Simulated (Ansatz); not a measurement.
# Correcting a cheap level on molecular compounds of Ge

The vertical ionisation energy (cation less neutral) in eV of 8 molecular compounds of Ge: x at PBE-D4/def2-TZVPP, y at CCSD(T)/def2-TZVPP. Shapes, held fixed at every level: PBE0-D4/def2-TZVP. Flexible molecules stand in one conformer, not always the lowest. Programs: Ansatz 0.2.0.

```
                      molecule  x (eV)  y (eV)
              Ge(CH3)(SiH3)Cl2    9.47   10.13
              Ge(CH3)(SiH3)ClF    9.71   10.35
GeH2ICl (SMILES [Cl][GeH2][I])    9.75   10.06
   C2H4Ge (SMILES C#[C][GeH3])   10.29   10.76
               Ge(GeH3)(OH)ClF   10.38   11.07
    GeH3Br (SMILES [GeH3][Br])   10.40   10.70
                    GeH2(NH2)F   10.43       ?
                     GeH(CN)F2   12.41   13.63
```

Problem. Fit y = c + s·x to the known rows and predict y for GeH2(NH2)F.

Solution. 
1. Means of the 7 rows: x = 10.3443, y = 10.957.
2. Σ(Δx)² = 5.7944, Σ(Δx·Δy) = 7.1632, so the slope is 7.1632/5.7944 = 1.2362.
3. Intercept: 10.957 − (1.2362) × 10.3443 = -1.831. The largest residual of the fit is 0.33.
4. GeH2(NH2)F: -1.831 + 1.2362 × 10.43 = 11.06 eV.

CCSD(T)/def2-TZVPP gives 10.57 eV, so the prediction is off by +0.49 eV, more than the largest residual. Uncorrected, PBE-D4/def2-TZVPP misses it by -0.14 eV, and the other rows by 0.61 on average. The line makes this one worse. GeH(CN)F2 lies far out in x and weighs most in the slope. Left out in turn, the other rows are missed by 0.34 eV on average. Cations run unrestricted. For atoms past krypton def2 sets carry core potentials with scalar relativity. Relativity is left out for Br, Ge. Outer-core shells of Br, Ge, I are correlated, in sets that cover them unevenly.

PBE-D4 gives a lower ionisation energy than CCSD(T) for every molecule here, but the shortfall does not follow the size of the ionisation energy. It is small for GeH3Br and GeH2ICl, larger for the compounds with a Ge–Si or Ge–Ge bond, and largest for GeH(CN)F2, so the slope above one largely reflects that single cyanide. The character of the ionised orbital is the likelier variable. In the bromide and iodide the electron should leave a halogen lone pair, and in GeH2(NH2)F mainly the nitrogen lone pair, whereas a Ge–Si or Ge–Ge σ bond can mix with neighbouring lone pairs and share the hole among several atoms, which a semilocal functional probably overstabilises. On this reading the aminofluoride, missed by only -0.14 eV uncorrected, needs little correction, and a line fitted mostly to other kinds of hole overshoots. The data thus support a general upward shift, but not a correction that depends on x alone. Whether amines as a class behave this way cannot be told from one example.
